A silyl group, a nitrogen and a carbanion: seven questions on one path

The molecule is the anion HC=N–SiH₃⁻, whose simplest formula puts the negative charge on carbon. At the end of the path carbon has bonded to silicon. Each row is one snapshot along the way. Path length measures how far the atoms have moved, and band force is the largest component of the force that the band method had still to remove at a snapshot, which is not the full force on its atoms.

Climbing-image nudged elastic band for the singlet anion HC=N–SiH₃⁻, computed with Ansatz 0.2.0 at the restricted PBE0-D4/6-31G(d) level, with seven images between relaxed ends. The limit for the largest band force component was 0.05 eV/Å. Energies are electronic, without zero-point terms, and relative to row 1.

```
row  energy over the start (eV)  path length (Å)  band force (eV/Å)
  1                       0.000            0.000                n/a
  2                       0.047            0.721              0.002
  3                       0.071            1.442              0.010
  4                       0.052            2.164              0.013
  5                       0.000            2.885              0.010
  6                       0.026            3.607              0.020
  7                       0.201            4.329              0.036
  8                      -0.110            5.390              0.012
  9                      -0.392            6.450                n/a
```

1. Which direction is easier?

Forward. The climb from the start is 0.201 eV and the end lies 0.392 eV below the start, so the way back costs 0.201 + 0.392 = 0.593 eV. The product is the more stable side, and leaving it takes about three times the energy needed to reach it.

2. The energy rises twice. Which rise sets the barrier?

The second. The first hump, at row 3, is only about a third as high, and by row 5 the energy is back at its starting value. A likely reading is that SiH₃ has turned by a third of a circle against the rest of the molecule, which gives the same structure with its hydrogens exchanged. The hydrogen of SiH₃ that lies nearest to the hydrogen on carbon differs between rows 1 and 7, which fits this reading but does not prove it.

3. Is the top early or late?

Measured over the whole path, the top comes after 67 % of the way and looks late. Much of that way, however, was spent on the first hump. Measured from row 5, the last low point, the top comes after about 40 % of the remaining way, so the step that matters has an early top. This is the usual pattern for a downhill step: the top resembles the side that is higher in energy.

4. What is happening at the top?

Nitrogen is turning inside out. The angle C–N–Si opens from 129° at the start to 169° at the top, while the C–N distance stays near 1.3 Å. Carbon and silicon are 2.93 Å apart there, farther than the 2.74 Å of the start, so the new bond has not begun to form.

Ammonia is the simpler relative: its nitrogen, with three neighbours, inverts through a flat shape, while this one, with two, inverts through a nearly straight one. The likeness ends at the top. Ammonia falls back into a mirror image of itself, whereas this anion falls into a new bond.

5. Why does the bond form only after nitrogen has inverted?

The reason lies in where carbon keeps its lone pair. Carbon has three things around it: nitrogen, hydrogen and the lone pair. At the start hydrogen is on the same side of the C=N bond as silicon, so the lone pair points away from silicon. Inversion carries silicon over to the other side, where the lone pair can reach it. A twist about the C=N bond could do the same, but this path does not take that route, and whether a twist would cost less was not computed.

Silicon can accept a fifth neighbour, and a three-membered ring of C, N and Si closes with a C–Si distance of 1.93 Å. The energy gained therefore includes the making of a bond; it is not the difference between two open forms. This bonding argument was not tested separately, but the geometries agree with it.

With carbon in place of silicon the second half of the story should fail, because carbon does not readily hold five neighbours. Inversion would then be expected to lead to an open form, not to such a ring.

6. Can the place of the top be estimated from energies alone?

Draw one parabola upwards from row 5 and another, equally curved, from row 9. Let q be the share of the way between them, k the common curvature factor, and F and B the forward and backward barriers. Where the curves cross,

F = k q²  and  B = k (1 − q)²

q = √F / (√F + √B) = 0.448 / (0.448 + 0.770) = 0.37

The calculation puts the top at 0.41. No constant was fitted, but the barriers themselves come from the table. The shape is much poorer: at row 8 the parabolas lie 0.15 eV below the computed energy. From row 7 to row 8 the computed energy falls less than the model's, and from row 8 to row 9 it falls more. Only row 8 samples the descent, so the table cannot show how the ring closes, and a shallow resting place on the way is not excluded. The model thus gives an early top, but not the shape of the descent. The printed output below gives the comparison at row 6 as well.

7. Which digits can be trusted?

The third decimal describes this calculation, not the molecule. The basis set has no diffuse functions, which an anion needs for its loosely held charge, and the open carbanion and the ring may suffer unequally. Vibrational zero-point energy is also left out. The functional adds an error of its own: approximate functionals often put barriers too low, though hybrids such as PBE0 usually do so less than semilocal ones. Closed-shell orbitals were imposed, and no test of their stability is shown. Only the second top was refined, so the height of the first hump is approximate even within this calculation. An error of only 0.1 eV in the barrier would change a rate at room temperature by a factor of about 50. It is safer to read the barrier as roughly 0.2 eV and to draw no rate from it.

Output of the analysis:

```
backward barrier, row 9 to row 7 (eV): 0.593
first hump (row 3) as share of the main barrier: 0.3532
position of the top as share of the whole path: 0.6712
position of the top as share of the path from row 5 to row 9: 0.405
position of the top from two equal parabolas, same share: 0.368
parabola energy at row 6 (eV): 0.06089
parabola energy less computed energy at row 6 (eV): 0.03489
parabola energy at row 8 (eV): -0.2608
parabola energy less computed energy at row 8 (eV): -0.1508
C-N-Si angle at the start (degrees): 128.8
C-N-Si angle at the top (degrees): 169
C-N-Si angle at the end (degrees): 75.41
C-N distance at the start (angstrom): 1.314
C-N distance at the top (angstrom): 1.304
N-Si distance at the start (angstrom): 1.721
N-Si distance at the top (angstrom): 1.642
N-Si distance at the end (angstrom): 1.786
C-Si distance at the start (angstrom): 2.743
C-Si distance at the top (angstrom): 2.932
C-Si distance at the end (angstrom): 1.93
factor in a rate at 300 K from a barrier error of 0.1 eV: 47.85
```
